# Five unlabelled ionisation energies of BH₂Si

The planar molecule BH₂Si loses one electron while its nuclei stand still. The neutral is a doublet whose unpaired electron sits in a π orbital, above and below the molecular plane, and the product is a singlet cation. Several methods were used to compute the energy this takes. Five of the results are listed here by their errors only: which method made which error?

Vertical ionisation of BH₂Si (doublet, UHF) to its singlet cation (RHF), computed with afq 1 (in-house AFQMC program) and Ansatz 0.2.0 at the PBE0/def2-TZVP geometry. Levels use cc-pVTZ unless marked CBS, with frozen cores in the correlated ones. The best estimate is CCSD(T) at the def2-TZVPP/QZVPP limit plus the step from CCSD(T) to CCSDT(Q) in cc-pVTZ. Candidates: released AFQMC, ph-AFQMC/CISD, HF/CBS, CCSD(T)/CBS, wB97M-V.

```csv
row,this level less the best estimate at the basis limit (meV),"statistical noise, one standard error (meV)"
A,-13.0,0.000
B,-784.0,0.000
C,-151.0,0.000
D,-67.0,7.000
E,-75.0,7.000
```

Each error is the gap, meaning the energy of the cation minus that of the neutral, less a best estimate of 8.835 eV. A negative error means that the method lets the electron go too cheaply. The best estimate is itself computed, so the errors measure a distance from the top of a theoretical ladder and not from experiment. "CBS" marks results for a complete basis set, while the other candidates were run in the finite basis cc-pVTZ.

Three labelled results for the same molecule serve as landmarks, all in cc-pVTZ. Hartree–Fock (HF) errs by −779 meV, CCSD(T) by −72 meV and CCSDT(Q) by −59 meV. CCSDT(Q) treats electron correlation most completely of the three, and HF leaves it out.

The noise column makes the first cut. AFQMC samples the wavefunction with random walkers, so its energies carry a statistical error, whereas the other candidates are deterministic. Rows D and E are therefore the two AFQMC results, in an order still to be found. Rows A, B and C must be HF/CBS, CCSD(T)/CBS and wB97M-V.

## Row A: an error that can be calculated beforehand

The best estimate was put together from two pieces: the CCSD(T) gap at the basis limit, and the change from CCSD(T) to CCSDT(Q) in cc-pVTZ. Let $G$ be a gap, with T for CCSD(T), Q for CCSDT(Q) and TZ for the finite basis. Then

$$G_\text{best}=G_\text{T}^\text{CBS}+\left(G_\text{Q}^\text{TZ}-G_\text{T}^\text{TZ}\right).$$

Subtracting this from the CCSD(T) gap at the basis limit removes $G_\text{T}^\text{CBS}$ and leaves a difference between two landmarks:

$$G_\text{T}^\text{CBS}-G_\text{best}=G_\text{T}^\text{TZ}-G_\text{Q}^\text{TZ}=(-72)-(-59)=-13\ \text{meV}.$$

Row A has exactly this value, so it is CCSD(T)/CBS. No constant was fitted, and the value in row A was not used to obtain the −13 meV. The agreement follows from the way the reference was built, however. It makes the assignment certain but says nothing about how good CCSD(T) is in nature.

The same equation explains the landmark of −59 meV. For CCSDT(Q) in cc-pVTZ it gives $G_\text{Q}^\text{TZ}-G_\text{best}=G_\text{T}^\text{TZ}-G_\text{T}^\text{CBS}$, which is the shift of CCSD(T) caused by the finite basis. The error of CCSDT(Q) is thus, by construction, a pure basis error. Another nearly exact method in cc-pVTZ should land close to it.

## Row B: a method that hardly feels the basis

In HF each electron moves in the averaged field of the others. In the true wavefunction two electrons avoid each other at close range, which gives it a sharp crease, the cusp, wherever they meet. Smooth basis functions describe that crease slowly and with much effort. HF has no such crease, so its energies settle early as the basis grows.

HF at the basis limit should therefore stay close to the HF landmark of −779 meV. Row B, at −784 meV, is the only value anywhere near it. This assignment is also sure.

The helium atom shows why the error is so large and why it is negative. Neutral helium has two electrons that avoid each other, an effect worth roughly 1.1 eV that HF leaves out. The helium ion has a single electron and nothing to leave out. HF thus places the neutral too high and the ion correctly, and the gap comes out too small.

BH₂Si shares this imbalance but not its simplicity. Its cation keeps eight valence electrons, which still avoid one another, so HF places both states too high. What matters is that the neutral is raised more. Helium therefore gives the sign and the rough order of the error, but not its size.

## Row C: assigned by elimination

With A and B settled, row C must be the density functional wB97M-V. The assignment is as firm as the two before it, but it is of another kind, because nothing in the argument predicts −151 meV. A functional does not stand on a rung of the ladder from HF to CCSDT(Q), so the landmarks set no bounds on its error.

## Rows D and E: a pair that the noise keeps together

Both AFQMC rows lie a little below −59 meV, as befits accurate methods in the same finite basis. The candidates differ in one respect. Phaseless AFQMC (ph-AFQMC/CISD) steers its walkers with an approximate trial wavefunction, which keeps the noise down at the price of a bias. Released AFQMC then lets the walkers go on without that constraint, so that the bias fades while the noise grows.

The values alone do not decide the order. The rows are 8 meV apart, and their combined noise, if they are independent, is about 10 meV. A difference of this size would often arise by chance between two calculations with the same true answer.

The total energy of the neutral molecule gives a hint. The phaseless result for it lies 30 meV above CCSDT(Q), and the value at the end of the release lies 26 ± 7 meV below the phaseless one, if their noises are independent. A neutral placed too high makes the gap too small, unless the cation is raised at least as much. This favours the lower value, row E, as the phaseless one and leaves row D as the released one, but it is a lean and not a proof.

## The labels

The rows with their labels:

```csv
level,this level less the best estimate at the basis limit (meV),"statistical noise, one standard error (meV)"
HF,-779.0,0.000
MP2,-64.0,0.000
CCSD,-167.0,0.000
CCSD(T),-72.0,0.000
CCSDT,-65.0,0.000
CCSDT(Q),-59.0,0.000
ph-AFQMC/CISD,-75.0,7.000
released AFQMC,-67.0,7.000
HF/CBS,-784.0,0.000
MP2/CBS,-11.0,0.000
CCSD(T)/CBS,-13.0,0.000
wB97M-V,-151.0,0.000
```

The three firm assignments hold, and the lean on D and E turns out right. That success does not make the pair any better resolved. The whole table can now be read from the top, and one feature stands out at once: every error is negative. The helium argument accounts for much of this. Where a method leaves out correlation, it tends to leave out more in the neutral, which has one electron more.

## From HF to the full triples

For HF the imbalance can be put in numbers. Taking CCSDT(Q) in the same basis as the measure, HF misses 6.40 eV of correlation energy in the neutral. Its gap is 0.72 eV too small by the same measure, so it must miss 6.40 − 0.72 = 5.68 eV in the cation. Most of the omission cancels between the two states, and what remains is still far larger than the error of any other method in the table.

The exact size of the HF error also depends on how the cation was described. Its restricted determinant, in which electrons share orbitals in pairs, is unstable: a determinant with separate orbitals for the two spins would lie lower. A lower cation would make the HF gap smaller still.

CCSD repeats the pattern on a smaller scale. It lacks the explicit joint motion of three electrons, and the approximate triples of CCSD(T) lower the neutral by 0.29 eV. They widen the gap by only 167 − 72 = 95 meV, so the cation must gain about 0.19 eV as well. Again the neutral had more to recover, and again most of the correction cancels.

From there the ladder flattens. In cc-pVTZ, the CCSD(T) gap is 13 meV smaller than that of CCSDT(Q), and the CCSDT gap is 6 meV smaller than that of CCSDT(Q). For this ionisation, the approximate triples already bring most of what CCSD lacks.

## MP2, the rung that looks too good

MP2 is the simplest correlated method in the table, yet in cc-pVTZ its gap is only 5 meV below that of CCSDT(Q). Its energies do not share this quality. The neutral lies 1.19 eV too high by the same measure, and the cation must be too high by almost the same amount.

The good gap is therefore a cancellation. Nothing in second-order theory guarantees that the two omissions match so closely, so the small error of MP2 here is no evidence that it treats the correlation of this molecule well.

## AFQMC and its reference

The neutral ends the release 26 meV below the phaseless mean, but only 16 meV below the first energy recorded in the release. The gap moves by 8 meV, which is within its noise. Part of the phaseless bias may cancel between neutral and cation, but these numbers are too noisy to show it.

The closeness of released AFQMC to CCSDT(Q) also needs a careful reading. The reference was accepted only after these two methods had agreed to within a few tens of meV. Their agreement supports the best estimate, but it can't count as a separate test of it.

## What the basis limit changes

The CBS rows show which part of the calculation suffers from a finite basis. Going to the limit raises the CCSD(T) gap by 59 meV and the MP2 gap by 53 meV, while the HF gap falls by 5 meV. The large shifts appear only where correlation is computed. This is what the cusp argument leads one to expect: a finite basis loses correlation energy in both states, and more of it in the neutral.

A simple model follows, in which the error of a correlated method is the sum of a method part and a common basis part. Adding the CCSD(T) shift to the MP2 error in cc-pVTZ gives −64 + 59 = −5 meV at the limit, against the computed −11 meV. The same step applied to HF would give −720 meV and miss by 64 meV. The basis part belongs to the correlation energy and must not be added to a method that has none.

The model also separates two errors that look alike. CCSD, at −167 meV, combines 59 meV from the basis with 108 meV from the method. The −151 meV of wB97M-V should not be divided in this way. Its correlation energy is computed from the electron density and the occupied orbitals, not from excitations into empty ones, so its need for basis functions is usually closer to that of HF.

For a similar ionisation, the first question is which state has more correlation energy to lose. Often it is the one with more electrons, though a cation in which several configurations mix strongly can reverse the order. A method or basis that loses more correlation in the neutral than in the cation makes the gap too small. How much too small depends on how well the losses in the two states cancel, and MP2 shows that this cancellation can flatter a method.
